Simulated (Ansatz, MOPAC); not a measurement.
## How methods differ on C2HClF2 (SMILES FC(F)=CCl)

C2HClF2, singlet, SMILES `FC(F)=CCl`. Each level relaxes the structure for itself.

Each level gives the highest harmonic wavenumber at each level's own minimum (cm⁻¹). The values are calculated.

```json
{"level": "PM3", "kind": "semi-empirical", "program": "MOPAC", "value (cm⁻¹)": "3080"}
{"level": "RM1", "kind": "semi-empirical", "program": "MOPAC", "value (cm⁻¹)": "3105"}
{"level": "MNDOD", "kind": "semi-empirical", "program": "MOPAC", "value (cm⁻¹)": "3400"}
{"level": "PM6-ORG", "kind": "semi-empirical", "program": "MOPAC", "value (cm⁻¹)": "2941"}
{"level": "HF/STO-3G", "kind": "Hartree–Fock", "program": "Ansatz", "value (cm⁻¹)": "3749"}
{"level": "HF/3-21G", "kind": "Hartree–Fock", "program": "Ansatz", "value (cm⁻¹)": "3504"}
{"level": "HF/6-31G* (Cartesian functions)", "kind": "Hartree–Fock", "program": "Ansatz", "value (cm⁻¹)": "3464"}
{"level": "PBE/def2-SVP", "kind": "GGA", "program": "Ansatz", "value (cm⁻¹)": "3175"}
{"level": "PBE0-D4/def2-TZVP", "kind": "global hybrid", "program": "Ansatz", "value (cm⁻¹)": "3262"}
{"level": "B3LYP/6-31G* (Cartesian functions)", "kind": "global hybrid", "program": "Ansatz", "value (cm⁻¹)": "3278"}
```

Harmonic and unscaled. The values span 2941 to 3749 cm⁻¹.

The highest mode is the stretch of the molecule's only C–H bond. It lies far above the skeletal vibrations because hydrogen is so light, so the comparison mainly tests how stiff each method makes that one bond. All three Hartree–Fock levels lie above every density-functional value, and they fall from 3749 to 3464 cm⁻¹ as the basis grows from minimal to polarised split-valence. The remaining excess probably reflects missing electron correlation, which would otherwise soften the bond-stretching potential. The two hybrids nearly agree, at 3262 and 3278 cm⁻¹, with PBE lower at 3175 cm⁻¹.

The semi-empirical methods show no common shift: MNDOD gives a stiff bond, whereas PM6-ORG gives 2941 cm⁻¹, a value more typical of saturated C–H groups than of hydrogen on an sp² carbon. That disagrees with the usual strengthening of the bond by greater carbon s character and points to its parametrisation. A good value for this localised stretch would not establish equal accuracy for the C=C, C–F or C–Cl modes.
